**Q:** I have computed and measured elastic data for zincblende boron phosphide, and six entries have no labels. Three are the computed constants C11, C12 and C44. The other three are measured bulk moduli: two quoted from earlier elastic measurements, and one from a Vinet fit to X-ray data under pressure. The table prints only the computed values; the measured ones are 173 GPa for rows A and D and 179 GPa for row F. Can the values alone tell me which is which?

Elastic constants of zincblende boron phosphide (BP), computed with SIESTA 5.4.2 in the LDA with PseudoDojo 0.4 standard norm-conserving pseudopotentials, a DZP basis, an 8 × 8 × 8 k-mesh and Fermi-Dirac smearing of 0.05 eV. They are ratios of stress to strain about the relaxed geometry, with the ions relaxed under strain. Candidates: 9, 8, 7, 1, 4, 3.

| row | computed constant (GPa) |
| --- | --- |
| A | n/a |
| B | 188 |
| C | 82 |
| D | n/a |
| E | 344 |
| F | n/a |

**A:** For the computed constants they can, with one more number from the same calculation: its bulk modulus, 169.4 GPa. Squeeze the crystal by the same small strain e along all three cube axes. Each face then feels C11·e from its own axis and C12·e from each of the other two. The pressure is therefore (C11 + 2 C12)·e, while the volume shrinks by the fraction 3e. Their ratio is the bulk modulus, (C11 + 2 C12)/3.

**Q:** So you try the three numbers in that formula?

**A:** Yes, and there are six ways to choose C11 and C12 from them. Row E as C11 and row C as C12 give (344 + 2 × 82)/3 = 169.3 GPa, which matches. The next best choice gives 152.7 GPa, far outside any rounding. Row B is left over and must be C44. This assignment is sure, but the formula holds inside any such calculation, so the match identifies the constants without testing their accuracy.

**Q:** Row B surprises me. Why is C44 more than twice C12?

**A:** C44 measures the resistance to shear, which changes the angles between the cube axes. C12 measures the sideways stress when the crystal is stretched along one axis and its sides are held. Each atom here has only four neighbours. If the bonds were springs that resisted nothing but a change of length, such an open network would shear without effort. Covalent bonds also resist a change of the angles between them, and this is what holds the network up.

**Q:** Can you put a number on that?

**A:** Keating's model does so with two force constants, one for stretching bonds and one for bending the angles between them. Divide both by the cube edge and call them s and b. The model then gives C11 = s + 3b, C12 = s − b and C44 = 4sb/(s + b). The last expression has the form of two springs in series, because under shear the boron and phosphorus atoms shift against each other and so divide the strain between stretching and bending. With b = 0, C44 vanishes and C11 equals C12.

Now use rows E and C alone. Their difference is 4b, so b = (344 − 82)/4 = 65.5 GPa, and s = 82 + 65.5 = 147.5 GPa. The model then predicts C44 = 4 × 147.5 × 65.5/(147.5 + 65.5) ≈ 181 GPa. Row B, which was not used, is 188 GPa, so the estimate is about 3% low. That supports the picture of stiff bond angles, although a model with only two short-range forces leaves out part of the real interaction.

**Q:** Could I use this to guess the order in a related crystal?

**A:** Within the model, yes. At b = s/4, C12 is 0.75 s and C44 is 0.8 s, so the two are nearly equal. Stiffer angles put C44 above C12, and softer ones put it below. Here b is about 0.44 of s, well on the stiff side. A tetrahedral crystal whose bonds are less directional should therefore have a C44 closer to its C12, or even below it.

**Q:** And the measured entries, rows A, D and F?

**A:** Those are less certain. Two of the labels quote earlier elastic measurements, and two quotations of one older result should agree. Rows A and D are both 173 GPa, so I would give them those two labels and give the Vinet fit to row F, at 179 GPa. This is an argument about how values are passed on, and different earlier experiments could have given different numbers. Which of the two equal values belongs to which paper cannot be decided from their size.

**Q:** Then let me see the labels.

The rows with their labels:

| row | computed constant (GPa) | what it is | measured constant (GPa) | label in the paper, method, sample | temperature of the measurement (K) | source |
| --- | --- | --- | --- | --- | --- | --- |
| 1 | 82 | C12 | n/a | n/a | n/a | n/a |
| 2 | 169.4 | bulk modulus (Hill) | n/a | n/a | n/a | n/a |
| 3 | n/a | n/a | 173 | B0 from earlier elastic measurements; elastic measurements; bulk crystal | n/a | arXiv:1505.05714 (2015) |
| 4 | n/a | n/a | 173 | B0 from earlier elastic measurements; elastic measurements; bulk crystal | n/a | arXiv:1407.1677 (2014) |
| 5 | n/a | n/a | 174 | B0, Murnaghan EOS fit with V0 fixed at 93.45 A^3; XRD in diamond anvil cell; powder | 300 | arXiv:1505.05714 (2015) |
| 6 | n/a | n/a | 174 | 300-K bulk modulus from earlier experiment; not stated; bulk crystal | 300 | arXiv:1901.06272 (2019) |
| 7 | n/a | n/a | 179 | isothermal B0 from Vinet fit to p-V data up to 55 GPa; single-crystal synchrotron XRD in diamond anvil cell; bulk crystal | 300 | arXiv:1407.1677 (2014) |
| 8 | 188 | C44 | n/a | n/a | n/a | n/a |
| 9 | 344 | C11 | n/a | n/a | n/a | n/a |

**A:** Row C is entry 1, C12; row B is entry 8, C44; and row E is entry 9, C11. Row F is entry 7, the Vinet fit, as supposed. Rows D and A are entries 3 and 4, the pair that the values could not separate. The output printed below lists all six trial bulk moduli and the Keating estimate.

**Q:** I notice that the computed bulk modulus is lower than every measured one. Does the functional make the crystal too large, and therefore too soft?

**A:** The shortfall is modest, about 2 to 5% of the measured values, which themselves spread over 6 GPa. The volume does not explain it. The computed cubic cell holds 92.25 Å³, about 1.3% less than the 93.45 Å³ used in one of the X-ray fits. Shorter bonds are normally stiffer, so the smaller cell should have raised the bulk modulus.

**Q:** Would temperature close the gap?

**A:** It should widen it. Heat and zero-point motion usually soften a crystal, and the calculation contains neither. The limited set of atomic orbitals or some stress left in the cell could be responsible, but neither has been tested here. A run with a larger orbital set and a check of the remaining stress would come before any verdict on the functional.

**Q:** A few per cent is good enough for my stress calculation. May I take all three constants as they stand?

**A:** Not on the strength of the bulk modulus. Suppose the true C11 were 20 GPa lower and the true C12 10 GPa higher. The sum C11 + 2 C12 would be unchanged, and so would the bulk modulus, yet C11 − C12 would fall from 262 to 232 GPa. That difference governs how the crystal resists being stretched along one cube axis while it is squeezed along another, and C44 does not enter the bulk modulus at all. Before you use the constants for a part that is bent, sheared or strained along one direction, compare them with sound velocities measured along several crystal directions.

Output of the analysis:

```
Bulk modulus if C11 is the largest and C12 the smallest (GPa): 169.3
Bulk modulus if C11 is the largest and C12 the middle one (GPa): 240
Bulk modulus if C11 is the middle one and C12 the smallest (GPa): 117.3
Bulk modulus if C11 is the middle one and C12 the largest (GPa): 292
Bulk modulus if C11 is the smallest and C12 the middle one (GPa): 152.7
Bulk modulus if C11 is the smallest and C12 the largest (GPa): 256.7
Labelled computed bulk modulus (GPa): 169.4
Miss of the best choice (GPa): -0.06667
Miss of the next best choice (GPa): -16.73
C44 less C12 (GPa): 106
Anisotropy 2 C44 over (C11 less C12): 1.435
C44 from C11 and C12 by the Keating relation (GPa): 181.4
Keating C44 less computed C44 (GPa): -6.568
Keating C44 less computed C44 (percent): -3.494
Keating ratio of bending to stretching constant: 0.4441
Number of measured entries: 5
Number of measured entries at the lowest value: 2
Spread of the measured bulk moduli (GPa): 6
Computed bulk modulus less lowest measured (GPa): -3.6
Computed bulk modulus less highest measured (GPa): -9.6
Computed bulk modulus against lowest measured (percent): -2.081
Computed bulk modulus against highest measured (percent): -5.363
Computed volume of the cubic cell (A^3): 92.25
Computed cell volume against the measured one (percent): -1.286
```
